PIEZOELECTRICALLY STIFFENED CHRISTOFFEL EQUATION, WITH THE LONGITUDINAL WAVE ALONG X IN α-QUARTZ

1. Conventions

SI base; stiffness in GPa, piezoelectric stress constants e in C/m², permittivity in F/m or in units of ε0. Cartesian indices i, j, k, l, p, q run over 1–3 and repeated ones are summed. u_i displacement, S_ij = (∂_j u_i + ∂_i u_j)/2 strain, T_ij stress (tension positive), E_p field, D_p electric displacement, ρ density. cE: stiffness at constant field; εS: permittivity at constant strain. Voigt pairs 11, 22, 33, 23, 13, 12 → 1…6, with S4 = 2S_23, S5 = 2S_13, S6 = 2S_12; c and e take over their tensor components with no factor. Waves vary as exp[i(k n·x − ωt)], n a real unit vector, v = ω/k the phase velocity. ᵀ marks a transpose.

2. Premises

P1. Homogeneous, unbounded crystal treated as a local continuum; no body force, no initial stress.
P2. Small amplitudes; lossless, adiabatic response.
P3. Insulator: no free charge, no conduction current. Non-magnetic: B = μ0 H.
P4. Quasi-static field: curl E = 0, so E_p = −∂_p φ. Section 7 derives P4 from the Maxwell equations and gives the size of what it drops.

By P2 the electric enthalpy density at constant entropy is quadratic:

(1) ℋ = ½ cE_ijkl S_ij S_kl − e_pij E_p S_ij − ½ εS_pq E_p E_q.

With T_ij = ∂ℋ/∂S_ij and D_p = −∂ℋ/∂E_p:

(2) T_ij = cE_ijkl S_kl − e_pij E_p
(3) D_p = e_pkl S_kl + εS_pq E_q.

The same e appears in (2) and (3) because both follow from one potential. Symmetries: cE_ijkl = cE_jikl = cE_ijlk = cE_klij, e_pij = e_pji (S is symmetric, second derivatives commute), εS_pq = εS_qp. The independent variables are S and E; that is why the constants are cE and εS and not cD or εT.

Stored energy: W = ℋ + E·D. From (3), E·D = e_pij E_p S_ij + εS_pq E_p E_q, the cross terms cancel, and

(4) W = ½ cE_ijkl S_ij S_kl + ½ εS_pq E_p E_q.

Stability, W > 0 for every nonzero (S, E), makes cE and εS separately positive definite.

Field equations (momentum balance; Gauss's law under P3):

(5) ρ ∂²u_i/∂t² = ∂_j T_ij
(6) ∂_p D_p = 0.

3. Plane-wave reduction

Put u_i = U_i exp[…], φ = Φ exp[…]; then ∂_j → ik n_j, ∂/∂t → −iω. The exponential is dropped below.

Step 1. S_kl = ik (U_k n_l + U_l n_k)/2 and E_p = −ik n_p Φ. The field is along n: this is the whole content of P4 for a plane wave.

Step 2. Since c and e are symmetric in kl, the two halves of S_kl contribute equally:

(7) T_ij = ik [cE_ijkl n_l U_k + e_pij n_p Φ]
(8) D_p = ik [e_pkl n_l U_k − εS_pq n_q Φ].

Step 3. Define

(9) Γ_ik = cE_ijkl n_j n_l, g_i = e_pij n_p n_j, ε_n = εS_pq n_p n_q.

Γ is symmetric: Γ_ki = cE_kjil n_j n_l = cE_ilkj n_j n_l = Γ_ik after renaming j ↔ l. It is positive definite: for real a ≠ 0, a_i Γ_ik a_k = cE_ijkl σ_ij σ_kl with σ_ij = (a_i n_j + a_j n_i)/2 ≠ 0. Also ε_n > 0.

Step 4. Insert (7) in (5): −ρω² U_i = ik n_j T_ij = −k² [Γ_ik U_k + g_i Φ]. Divide by −k²:

(10) ρv² U_i = Γ_ik U_k + g_i Φ.

Step 5. Insert (8) in (6): ik n_p D_p = −k² [e_pkl n_p n_l U_k − ε_n Φ] = 0. The first term is g_k U_k, the same vector as in (10). Hence

(11) Φ = g_k U_k/ε_n.

Step 6. Equation (11) holds no time derivative, so Φ is slaved to U. Eliminate it from (10):

(12) ρv² U_i = Γ̄_ik U_k, Γ̄_ik = cE_ijkl n_j n_l + g_i g_k/(εS_pq n_p n_q).

This is the stiffened Christoffel equation. Γ̄ is real, symmetric and positive definite (Γ plus a positive semidefinite matrix of rank one). So there are three real velocities with orthogonal real polarisations, from det(Γ̄ − ρv² 1) = 0. Neither k nor ω appears: no dispersion. g is even in n and enters twice, so v(−n) = v(n), and v is unchanged under e → −e. In a centrosymmetric class e = 0 and (12) is the purely elastic equation.

Reading. The strain produces a polarisation e_pkl S_kl whose component along n is ik g·U. A longitudinal polarisation wave carries bound charge. Gauss's law then demands the field E = −ik n (g·U)/ε_n, which opposes it. By (2) this field adds a restoring stress; by (4) it stores extra energy ½ ε_n |E|² ≥ 0. The velocity can therefore only rise.

4. What the rank-one term does to the spectrum

Let Γ have eigenvalues Λ1 ≤ Λ2 ≤ Λ3 with orthonormal eigenvectors w_α, put γ_α = g·w_α, and Λ = ρv². Expand U = Σ a_α w_α. Projecting (12) on w_α gives

(13) (Λ − Λ_α) a_α = γ_α (g·U)/ε_n.

Case g·U = 0. Then Γ̄U = ΓU: U is an eigenvector of Γ with its eigenvalue unchanged, and Φ = 0 by (11). Conversely, an eigenvector w_α with γ_α = 0 solves (12) with Λ = Λ_α. Such modes are unstiffened, exactly within (12).

Case g·U ≠ 0. Solve (13) for a_α, multiply by γ_α, sum, and cancel g·U = Σ γ_α a_α:

(14) f(Λ) = 1 + (1/ε_n) Σ_α γ_α²/(Λ_α − Λ) = 0.

For distinct Λ_α and all γ_α ≠ 0: f′ = (1/ε_n) Σ γ_α²/(Λ_α − Λ)² > 0; f > 1 below Λ1; f → −∞ just above each pole, f → +∞ just below the next, f → 1 at infinity. Hence one root in each gap and one above Λ3. With continuity for the limiting cases,

(15) Λ1 ≤ Λ̄1 ≤ Λ2 ≤ Λ̄2 ≤ Λ3 ≤ Λ̄3.

The trace of (12) gives the sum rule

(16) Σ_α (Λ̄_α − Λ_α) = |g|²/ε_n.

If Λ1 = Λ2, choose the basis of that plane with one vector normal to g; that vector stays unstiffened, as (15) requires.

Weak coupling, nondegenerate branch α. Multiply (14) by (Λ − Λ_α): Λ − Λ_α = (γ_α²/ε_n)/[1 + (1/ε_n) Σ_{β≠α} γ_β²/(Λ_β − Λ)]. Expanding the denominator at Λ = Λ_α,

(17) Λ̄_α = Λ_α + γ_α²/ε_n + (γ_α²/ε_n²) Σ_{β≠α} γ_β²/(Λ_α − Λ_β) + O(ε_n⁻³).

5. Pure mode and coupling factors

For a unit eigenvector w of Γ with eigenvalue c, Γ̄w = c w + g (g·w)/ε_n. This is parallel to w only if g·w = 0 or g is parallel to w. In the second case g = e w with a scalar e, the other two γ vanish, and with ε = ε_n

(18) ρv² = c̄ = c + e²/ε, v = v0 √(1 + K²), v0 = √(c/ρ), K² = e²/(c ε).

Here c = w·Γw is built from cE and ε from εS. One mode takes the whole sum (16); the other two are unstiffened. If g is oblique to the eigenvectors, (18) with e = γ_α is only the first order of (17), and the polarisations rotate.

Energy meaning. With s = ik U·w the amplitude of the displacement gradient, |E| = |e s|/ε, and (4) gives

(19) W_electric/W_elastic = ε|E|²/(c|s|²) = K².

The electric share of the total stored energy is

(20) k_t² = K²/(1 + K²) = e²/(c̄ ε), so that v0 = v √(1 − k_t²).

K² refers to the unstiffened constant, k_t² to the stiffened one; k_t² < 1 always, K² has no such bound. For small K, Δv/v0 = K²/2 − K⁴/8 + … .

6. Stiffened constants are not cD in general

Define the 3×3 matrix h_pk = e_pkl n_l, so g = hᵀn, and s = ikU. From (8) and (11),

(21) D = h s − εS n (n·h s)/ε_n = Q h s, Q = 1 − εS n nᵀ/ε_n.

nᵀQ = nᵀ − nᵀ = 0: only the component of D along n vanishes. Setting all of D to zero in (3) and eliminating E from (2) gives instead cD_ijkl = cE_ijkl + e_pij (εS⁻¹)_pq e_qkl, with Christoffel matrix ΓD = Γ + hᵀ εS⁻¹ h, while Γ̄ = Γ + hᵀ (n nᵀ/ε_n) h. Multiplying out,

Qᵀ εS⁻¹ Q = εS⁻¹ − 2 n nᵀ/ε_n + n (nᵀ εS n) nᵀ/ε_n² = εS⁻¹ − n nᵀ/ε_n.

So ΓD − Γ̄ = (Qh)ᵀ εS⁻¹ (Qh) is positive semidefinite:

(22) Γ ≤ Γ̄ ≤ ΓD as quadratic forms.

The upper bound is reached for a given polarisation only if its D of (21) is zero. The term g_i g_k/ε_n depends on n through a ratio and is not a material tensor contracted with n_j n_l.

7. Justification of P4: retardation

Keep (2), (3), (5) and use the full Maxwell curl equations. From (5), ik n_j T_ij = −ρω² U_i, that is n_j T_ij = ρv² s_i, and from (2), (3):

(23) ρv² s = Γ s − hᵀE, D = εS E + h s.

Faraday: ik n×E = iωμ0 H. Ampère without current: ik n×H = −iωD. Eliminate H:

(24) D = −n×(n×E)/(μ0 v²) = E_T/η, η = μ0 v², E_T = E − n (n·E).

Write E = n E_L + E_T and b = h s. Since n·D = 0 by (24), ε_n E_L + n·εS E_T + n·b = 0. Solving for E_L,

(25) E = −n (n·b)/ε_n + Qᵀ E_T, D = Q b + εS Qᵀ E_T.

With E_T = ηD, iteration gives E_T = η Q b [1 + O(ηε)]. Insert in (23), using hᵀn = g:

(26) ρv² s = [Γ̄ − η (Qh)ᵀ(Qh) + O(η²)] s.

At η → 0 this is (12). The expansion parameter is ηε = (v/c_d)², where c_d = 1/√(μ0 ε) is the speed of light in the clamped dielectric. To first order, with D the quasi-static value (21),

(27) δ(ρv²)/(ρv²) = −μ0 |D|²/(ρ |s|²).

The correction is a softening, driven by the transverse D only. If Q h s = 0, then E_T = 0 solves (24) and (25) exactly and the quasi-static mode is an exact solution of the full system. The full system has five branches; P4 removes the two electromagnetic ones, for which ηε is of order one.

8. Class 32: α-quartz

Axes: Z the threefold axis, X a twofold axis, Y = Z × X. Nonzero constants:

cE: c11 = c22, c12, c13 = c23, c33, c44 = c55, c66 = (c11 − c12)/2, c14 = −c24 = c56.
e: e11 = −e12 = −e26, e14 = −e25.
εS: ε11 = ε22, ε33.

The signs of e11, e14 and c14 depend on the hand of the crystal and on the choice of the positive axes; no result below depends on them. From (9), term by term:

g1 = e11 n1² + e26 n2² + e25 n2 n3
g2 = (e12 + e26) n1 n2 + e14 n1 n3
g3 = (e14 + e25) n1 n2

so that

(28) g = (e11 (n1² − n2²) − e14 n2 n3, −2 e11 n1 n2 + e14 n1 n3, 0), ε_n = ε11 (n1² + n2²) + ε33 n3².

Along Z, g = 0: nothing is stiffened. In the basal plane, n = (cos ψ, sin ψ, 0), g = e11 (cos 2ψ, −sin 2ψ, 0) and g·n = e11 cos 3ψ: g is longitudinal along each X axis, transverse along each Y axis.

Propagation along X, n = (1, 0, 0). Γ_ik = cE_i1k1, g_i = e_1i1, h_pk = e_pk1, ε_n = ε11. The twofold rotation (x, y, z) → (x, −y, −z) multiplies a component by (−1)^m, m the number of its indices equal to 2 or 3; components with odd m vanish. This alone removes Γ12 = c16, Γ13 = c15, g2 = e16, g3 = e15, h21 = e21, h31 = e31, ε12, ε13. Result:

(29) Γ11 = c11; Γ22 = c66, Γ23 = c14, Γ33 = c44; g = (e11, 0, 0); rows of h: (e11, 0, 0), (0, −e11, −e14), (0, 0, 0).

Longitudinal mode, w = X. It is an eigenvector of Γ and g is parallel to it, so (18) is exact within (12):

(30) ρv² = c11 + e11²/ε11, K² = e11²/(c11 ε11), Φ = e11 U1/ε11, E1 = −(e11/ε11) S1.

Here h s = (e11 s1, 0, 0) is parallel to εS n, so Q h s = 0 and D = 0. Two consequences: c̄ = cD11 for this mode, by (22), and there is no retardation correction at all, by section 7. The branch is nondegenerate and v(n) is invariant under the twofold rotation, so its gradient normal to X vanishes and the energy travels along X.

Shear modes, polarised in the YZ plane. g·U = 0, so they are unstiffened:

(31) ρv² = (c66 + c44)/2 ± √[((c44 − c66)/2)² + c14²].

They are still piezoelectrically active: D2 = −(e11 s2 + e14 s3) is not zero in general. It is transverse, carries no bound charge and raises no quasi-static field. Using cD66 = c66 + e11²/ε11 in (31) would be wrong. By (27) and the Cauchy–Schwarz inequality their relative softening in ρv² is at most μ0 (e11² + e14²)/ρ.

9. Range of validity

(a) Retardation: (v/c_d)² ≪ 1; size from (27).

(b) Insulator. With ohmic current J = σE and no carrier diffusion, charge conservation −iω div D + div J = 0 turns εS into εS + iσ/ω in (11). For a pure mode c̄ = c + (e²/ε)/(1 + iω_c/ω), ω_c = σ/ε. The real part of the increment is (e²/ε)/(1 + ω_c²/ω²); the negative imaginary part is attenuation. Stiffening is complete for σ ≪ ωε and screened away for σ ≫ ωε.

(c) Adiabatic constants. In a non-pyroelectric class such as 32, one strain component S1 and a temperature change Δθ give T1 = c_iso S1 − λ1 Δθ and an entropy change per volume λ1 S1 + ρCΔθ/θ, with C the specific heat at constant strain and λ1 = (c11 + c12) α1 + c13 α3 (isothermal stiffness, expansion coefficients α). Zero entropy change fixes Δθ = −θλ1 S1/(ρC), so

(32) c_ad − c_iso = θ λ1²/(ρC).

Heat diffuses over 1/k in a time ρC/(κk²), κ the thermal conductivity; this exceeds 1/ω when ω ≪ ω_th = v²ρC/κ. Below ω_th, c11 in (30) is the adiabatic one.

(d) Continuum: ka ≪ 1, a the lattice constant, and ω far below the optical phonons, so that εS includes the ionic part and c, e, ε have no dispersion. Gradient terms (acoustical activity, flexoelectricity) are dropped.

(e) Linearity and no loss: third-order constants, electrostriction and viscosity are dropped.

(f) Unbounded medium. Equation (11) is the particular solution of (6); in a bounded body one may add a potential obeying εS_pq ∂_p ∂_q φ = 0, fixed by the electrodes. In a plate it is a uniform field. Thin bars, surface waves and shorted plates have other effective constants.

(g) Phase. Above the α–β transition (approximately 846 K) the class is 622, e11 = 0, and the stiffening along X is gone.

10. Numerical illustration: longitudinal wave along X

Compiled values at 298 K: a = 4.9137 Å, c = 5.4047 Å (Sutter 2016); c11 = 86.79, c12 = 6.986, c13 = 11.75, c44 = 58.32 GPa (Xie 2023). The stiffnesses are read here as adiabatic cE; this reading is an assumption. Typical values taken as inputs: |e11| ≈ 0.171 C/m², ε11 (clamped) ≈ 4.43 ε0, |e14| ≈ 0.041 C/m², |c14| ≈ 18.0 GPa. Only ρ is rounded between steps.

Density. Three SiO2 per hexagonal cell, M = 28.086 + 2 × 15.999 = 60.084 g/mol. V = (√3/2) a² c = 113.01 Å³. ρ = 3M/(N_A V) = 2649 kg/m³.

Permittivity. ε11 = 39.22 pF/m. The compiled static value along c, 4.6368 (Crystal data cards, 300 K), is ε33; it is free and clamped at once because the third row of e is zero, but its weight n3² in (28) vanishes along X. Used in place of ε11 it would lower K² by 4.5 %. The compiled high-frequency value 2.36 (Chen 2018) lacks the ionic part and would raise K² by a factor 1.9.

Stiffening, from (30), (18), (20):

e11²/ε11 = 0.745 GPa
c̄ = 87.54 GPa
K² = 0.0086, K = 0.093
k_t² = 0.0085, k_t = 0.092
v0 = 5724 m/s
v = 5748 m/s
Δv = 24.5 m/s (from unrounded velocities), Δv/v0 = 0.43 %.

Δv scales as e11², so a change of 1 % in the assumed e11 moves it by 0.5 m/s; two figures are what the inputs support.

Fields. e11/ε11 = 4.36 GV/m per unit strain. At 10 MHz the wavelength is 575 μm. A strain amplitude 10⁻⁵ means U1 = S1/k = 0.91 nm, |E1| = 44 kV/m and |Φ| = 4.0 V; E1 is in antiphase with S1 for e11 > 0.

Shear modes, from (31): c66 = 39.902 GPa; ρv² = 28.9 and 69.3 GPa; v = 3.30 and 5.12 km/s, with no piezoelectric shift. Both lie below c11, so the stiffened branch is the top one in (15) and carries the whole of (16).

X-cut plate, thickness d, laterally unbounded, massless electrodes on open circuit. D1 is uniform by (6), and zero because no current flows. Then T1 = c̄ S1; free faces need S1 = 0 at x = 0 and x = d, so kd = π for the fundamental and f d = v/2 = 2874 kHz·mm, against 2862 kHz·mm from v0.

Size of the neglected terms.

Retardation: (v/c_d)² = μ0 ε11 v² = 1.6 × 10⁻⁹. Shift zero for the longitudinal mode; at most 1.5 × 10⁻¹¹ in ρv², relative, for the shear modes.

Conduction: ωε11 = 2.5 × 10⁻³ S/m at 10 MHz; the room-temperature conductivity of quartz is typically below 10⁻¹⁰ S/m.

Continuum: ka = 5.4 × 10⁻⁶ at 10 MHz; the lowest optical phonons lie typically near 4 THz.

Thermal condition: with typical room-temperature inputs α1 ≈ 13.7 × 10⁻⁶/K, α3 ≈ 7.5 × 10⁻⁶/K, C ≈ 740 J/(kg K), κ ≈ 6 W/(m K) normal to Z, λ1 = 1.37 MPa/K, and (32) at θ = 298 K gives 0.29 GPa. (Adiabatic against isothermal stiffness in λ1, and constant stress against constant strain in C, each matter by less than 1 %.) ω_th = 1.1 × 10¹³ s⁻¹, so ultrasonic waves are adiabatic. The 0.29 GPa is about 0.4 of the piezoelectric term, or 9 m/s in v: it rivals the effect. An isothermal c11 would need this addition.

Electrical condition: were the compiled c11 a cD value, 5724 m/s would already be the stiffened velocity and v0 would be 5699 m/s. The absolute velocity thus depends on the labels of c11 by as much as the stiffening itself; the relative shift hardly does.

The model's result for these inputs: the longitudinal wave along X is stiffened by K² = 0.0086 and runs at 5748 m/s, 0.43 % above the constant-field value of 5724 m/s, with D = 0 throughout, while both shear waves along X keep their cE velocities.